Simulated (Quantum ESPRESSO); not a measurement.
# Shift and splitting of the zone-centre optical phonons of rocksalt CaO under uniaxial strain, from LDA linear response

The usual rule of thumb is that an optical phonon line moves in proportion to strain, so that one coefficient turns a line position into a strain. I put this to the test on CaO stretched or compressed along [001] with the other two edges held, as a film is strained along one axis while its lateral dimensions stay fixed. Strain in oxide layers alters their dielectric response, and an infrared line offers a way to read it without contact. The strain splits the threefold mode into a singlet polarised along z and a doublet polarised in the x-y plane. I measure both shifts from the unstrained LDA frequency, 290.88 cm⁻¹, with the macroscopic field left out, so these are transverse frequencies.

## Calculations

One crystal, CaO (rocksalt) (known phase), relaxed once; z is the cube axis [001]. The cell was stretched along z with the other edges held. Forces on the atoms are under 0.01 eV/Å in every row. Program: Quantum ESPRESSO 7.5, plane waves, LDA, PseudoDojo norm-conserving potentials, scalar-relativistic, no spin-orbit coupling, no spin; linear response. Plane-wave runs: cutoff 1252 eV; k meshes with a least product of divisions and cell-vector length from 26 to 27 Å; fixed occupations. The tabled runs alone: cutoff 1252 eV, k length 26 to 27 Å, k mesh 8×8×8.

Notes on method and selection:

- Harmonic values at the static lattice; measured values carry thermal expansion and anharmonic shifts at their temperature.
- For a cubic two-atom crystal the shifts follow the phonon deformation potentials p and q: singlet Δω = [p·ε_zz + q·(ε_xx + ε_yy)]/(2ω₀), doublet Δω = [p·ε_xx + q·(ε_yy + ε_zz)]/(2ω₀).
- In a polar crystal the macroscopic field, left out here, lifts whichever component is longitudinal for the scattering geometry, at rest by 280.4 cm⁻¹.
- Runs that did not converge, have known faults or may not be shown are not listed, and runs on Ansatz's PAW sets soft_1 and soft_2 are kept to separate tables.

Columns:

- uniaxial strain (%): strain along z, the x and y edges held; tension positive.
- stress (GPa): stress along z, tension positive.
- singlet mode (cm⁻¹): zone-centre optical mode, singlet, polarised along z; no LO-TO term, no sum rule.
- doublet mode (cm⁻¹): zone-centre optical mode, doublet, polarised in the x-y plane; no LO-TO term, no sum rule.
- splitting (cm⁻¹): singlet minus doublet.

## The series

| member | uniaxial strain (%) | stress (GPa) | singlet mode (cm⁻¹) | doublet mode (cm⁻¹) | splitting (cm⁻¹) |
| --- | --- | --- | --- | --- | --- |
| −1.0 % | −1.0 | −2.78 | 317.75 | 288.36 | 29.39 |
| −0.5 % | −0.5 | −1.35 | 304.25 | 289.71 | 14.54 |
| +0.0 % | 0.0 | 0.00 | 290.88 | 290.88 | 0.00 |
| +0.5 % | 0.5 | ? | ? | ? | ? |
| +1.0 % | 1.0 | 2.45 | 264.53 | 292.82 | −28.29 |

Cells marked ? are withheld until the estimate has been made.

Least-squares fits to the members shown, with x = uniaxial strain (%); R² and errors in the fitted variable (y, or ln y where the fit is in ln y):

| y | members | fit | R² | rms residual | leave-one-out rms | the same for the mean of the others |
| --- | --- | --- | --- | --- | --- | --- |
| singlet mode (cm⁻¹) | 4 | y = 291.03 − 26.591 x | 1.00 | 0.12 | 0.34 | 26 |
| doublet mode (cm⁻¹) | 4 | y = 290.72 + 2.2063 x | 0.99 | 0.13 | 0.38 | 2.2 |

## Why the values move as they do

The singlet falls as the crystal is stretched and the doublet rises slightly. Between −1 % and +1 % the mean slope of the singlet is (264.53 − 317.75) / 2 = −26.61 cm⁻¹ per per cent, and that of the doublet is (292.82 − 288.36) / 2 = +2.23 cm⁻¹ per per cent.

A likely reason for the difference in size is which bonds each mode works against. Stretching along z lengthens the Ca–O bonds on that axis, and the short-range repulsion that stiffens them falls steeply with distance. The singlet compresses and extends just these bonds, so it softens. The doublet works mainly against bonds in the x-y plane, whose lengths are held. It only shears the z bonds, and a weaker repulsion there reduces a destabilising sideways force, which would raise the doublet as seen. The dipole field between the ions changes as well, and the columns do not show its share.

Proportionality holds well for the singlet: its shift is 26.87 cm⁻¹ for 1 % compression and 26.35 cm⁻¹ for 1 % tension. It is rougher for the doublet, where the corresponding figures are 2.52 and 1.94 cm⁻¹.

For reading strain, polarisation thus matters more than curvature. A line measured with the electric field along z moves about twelve times as far as one measured in the plane. The splitting is the safer gauge where both can be resolved, because an error in the unstrained frequency, whether from LDA or from temperature, largely cancels in it. These coefficients belong to held edges; if the crystal contracts sideways, the lateral strains add their own terms through both deformation potentials.

## Estimating the withheld member

Plain estimates from the members shown:

- +0.5 %, fit at x = 0.5: 277.73 cm⁻¹
- +0.5 %, straight-line interpolation between +0.0 % and +1.0 %: w = (0.5 − 0.0) / (1.0 − 0.0) = 0.500, so 290.88 + 0.500 × (264.53 − 290.88) = 277.70 cm⁻¹

The straight-line interpolation, 277.70 cm⁻¹, is already close, but it ignores the slight upward curvature of the singlet. I keep that curvature by expanding the frequency to second order in strain, which is the natural next step beyond the linear deformation potentials.

With x in per cent, the rows at −1, 0 and +1 % fix the expansion. The linear coefficient is (264.53 − 317.75) / 2 = −26.61, and the quadratic one is (264.53 + 317.75) / 2 − 290.88 = 0.26.

The row at −0.5 % was not used and serves as a trial: 290.88 + 26.61 × 0.5 + 0.26 × 0.5 × 0.5 = 304.25 cm⁻¹, which agrees with the table to the printed digits. Straight-line interpolation between −1 and 0 % would have given (317.75 + 290.88) / 2 = 304.32 cm⁻¹, too high by 0.07.

At +0.5 % the same expansion gives 290.88 − 26.61 × 0.5 + 0.26 × 0.5 × 0.5 = 277.64 cm⁻¹. The crystal keeps its structure and both atoms stay on inversion centres, so I see no reason for a further shift.

For the error I also tried the route on the doublet at −0.5 %, where it misses by 0.02 cm⁻¹. Two trials are few, so I take twice the larger miss, 0.04 cm⁻¹, as one standard deviation. This covers the agreement with the same LDA calculation, not with a measured line.

**Committed estimate, +0.5 %: singlet mode = 277.64 ± 0.04 cm⁻¹.**

## Result

| member | uniaxial strain (%) | stress (GPa) | singlet mode (cm⁻¹) | doublet mode (cm⁻¹) | splitting (cm⁻¹) |
| --- | --- | --- | --- | --- | --- |
| +0.5 % | 0.5 | 1.26 | 277.64 | 291.91 | −14.27 |

| member | estimate | singlet mode (cm⁻¹) | computed | estimate − computed | miss in error bars |
| --- | --- | --- | --- | --- | --- |
| +0.5 % | committed | 277.64 | 277.64 | 0.00 | 0.0 |
| +0.5 % | fit | 277.73 | 277.64 | +0.09 |  |
| +0.5 % | interpolation | 277.70 | 277.64 | +0.06 |  |

The estimate of 277.64 cm⁻¹ agrees with the computed value to the printed digits, well inside its error bar of 0.04 cm⁻¹. The interpolation was too high by 0.06 cm⁻¹ and the fit by 0.09 cm⁻¹, so keeping the curvature was right, though it matters little in practice. For the doublet the quadratic coefficient is (288.36 + 292.82) / 2 − 290.88 = −0.29, and the same expansion gives 290.88 + 2.23 × 0.5 − 0.29 × 0.5 × 0.5 = 291.92 cm⁻¹ against 291.91 computed.

The singlet's near-straight line hides a compensation. The squared frequency, which measures the restoring force, falls by 317.75² − 290.88² = 16354 cm⁻² from −1 % to rest, but only by 290.88² − 264.53² = 14635 cm⁻² from rest to +1 %. A repulsion that weakens ever more slowly as the bond lengthens would give this sign. Taking the square root bends the curve the other way and removes most of the effect. The rule of thumb therefore works better for the line position than for the force constant behind it.

## Members off the line

None of the five members stands out: the largest departures from the straight-line fits are about 0.15 cm⁻¹ for the singlet and 0.16 cm⁻¹ for the doublet. They follow a smooth pattern, with the singlet above its line at both ends and below it in the middle, and the doublet the reverse. This is the weak curvature of each mode, not a fault in any one run.

## Rules of thumb and their limits

Within ±1 % strain at held edges, a straight line gives the singlet to about 0.15 cm⁻¹, and a quadratic through the rows at −1, 0 and +1 % gives both intermediate members to a few hundredths.

For reading strain, the splitting changes by (−28.29 − 29.39) / 2 = −28.84 cm⁻¹ per per cent, so 1 cm⁻¹ of splitting corresponds to 1 / 28.84 = 0.035 % strain. Light travelling along z has its electric field in the plane and reaches only the doublet; the sensitive singlet needs a field component along z.

The omitted macroscopic field outweighs the whole strain range: it raises a longitudinal component by 280.4 cm⁻¹ at rest, against 53.22 cm⁻¹ between the end members of the singlet. The calibration therefore applies to transverse lines. In a film much thinner than the wavelength, with z as its normal, oblique light shows the singlet near its longitudinal frequency instead, and these coefficients cannot be used for it directly.
